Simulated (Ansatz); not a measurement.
CeO2: energy above zero pressure cell and pressure against volume per atom

All results are calculated (Ansatz 0.2.0). Plane-wave density functional theory, PAW datasets, Gaussian smearing 0.05 eV: one cell with all forces under 0.002 eV/angstrom; stress (xx yy zz yz xz xy) and pressure positive in compression; spin moments; energy counted from the lowest of this functional's runs near zero pressure.

Cell of the first row (space group Fm-3m, No. 225):
```
CELL_PARAMETERS angstrom
0.00000 2.70490 2.70490
2.70490 0.00000 2.70490
2.70490 2.70490 0.00000
ATOMIC_POSITIONS crystal
Ce 0.00000 0.00000 0.00000
O 0.25000 0.25000 0.25000
O 0.75000 0.75000 0.75000
```

Settings of every row: functional rPW86-PBE; exact exchange fraction 0; fraction rule fixed; exchange screening 0 Å⁻¹; dispersion rVV10; spin treatment none; moment partition spheres; spin axis none; wave cutoff 420 eV; k mesh 8x8x8; SCF start atoms; lower state search light; symmetry use detected.

Atom first moment, atom hubbard u: 0 on all atoms.

Limits: no spin-orbit coupling, which matters for these elements.

Limits of some rows: cell under large stress (row 1).

```csv
row,volume per atom (Å³),energy above zero pressure cell (meV per atom),pressure (GPa)
1,13.193,18.42,9.43
2,13.293,13.02,7.83
3,13.57,3.16,3.71
4,13.847,0,0.01
5,14.022,1.21,-2.14
6,14.123,?,?
7,14.4,11.2,-6.29
```

Question: what energy above zero pressure cell and pressure should row 6 give?

Worked fit of energy above zero pressure cell. Take u = (V_r/V)^(2/3) − 1 with V_r = 13.709 Å³ an atom, which is twice the finite (Eulerian) strain; such expansions in the strain, on which the Birch-Murnaghan equation of state is built, carry the rest volume and the bulk modulus. The shown rows have u = 0.02591, 0.02076, 0.00682, -0.00666, -0.01494, -0.03225. Least squares give energy above zero pressure cell = 0.794 + 232.57 × u + 17232.9 × u² meV per atom; a straight line predicts inner rows, each left out in turn, worse (root mean square 6.3 against 0.044 meV per atom). The rows lie off it by 0.03, -0.03, -0.02, -0.01, 0.04, -0.02. Its lowest point lies at u = -0.0067, or V = 13.85 Å³ an atom, and the curvature there gives the bulk modulus at fixed shape and fractions, B = (4/9)(1 + u)² E″(u)/V = 175 GPa. The withheld row has u = -0.01964, so the fit gives 0.794 + 232.57 × (-0.01964) + 17232.9 × (-0.01964)² = 2.87 meV per atom.

The calculation gave 2.93 meV per atom. The fit lies 0.06 meV per atom (2 % of the value, 0.33 % of the column's range) below it; its largest miss of a shown row is 0.04 meV per atom.

Worked fit of pressure. Take u = (V_r/V)^(2/3) − 1 with V_r = 13.709 Å³ an atom, which is twice the finite (Eulerian) strain; such expansions in the strain, on which the Birch-Murnaghan equation of state is built, carry the rest volume and the bulk modulus. The shown rows have u = 0.02591, 0.02076, 0.00682, -0.00666, -0.01494, -0.03225. Least squares give pressure = 1.803 + 274.96 × u + 744.7 × u² GPa; a straight line predicts inner rows, each left out in turn, worse (root mean square 0.27 against 0.0052 GPa). The rows lie off it by 0.00, 0.00, 0.00, 0.01, 0.00, 0.00. The pressure vanishes at u = -0.0067, or V = 13.85 Å³ an atom, and there the bulk modulus at fixed shape and fractions is B = −V dP/dV = (2/3)(1 + u) dP/du = 175 GPa. The withheld row has u = -0.01964, so the fit gives 1.803 + 274.96 × (-0.01964) + 744.7 × (-0.01964)² = -3.31 GPa.

The calculation gave -3.31 GPa. The fit meets it to the printed digit.
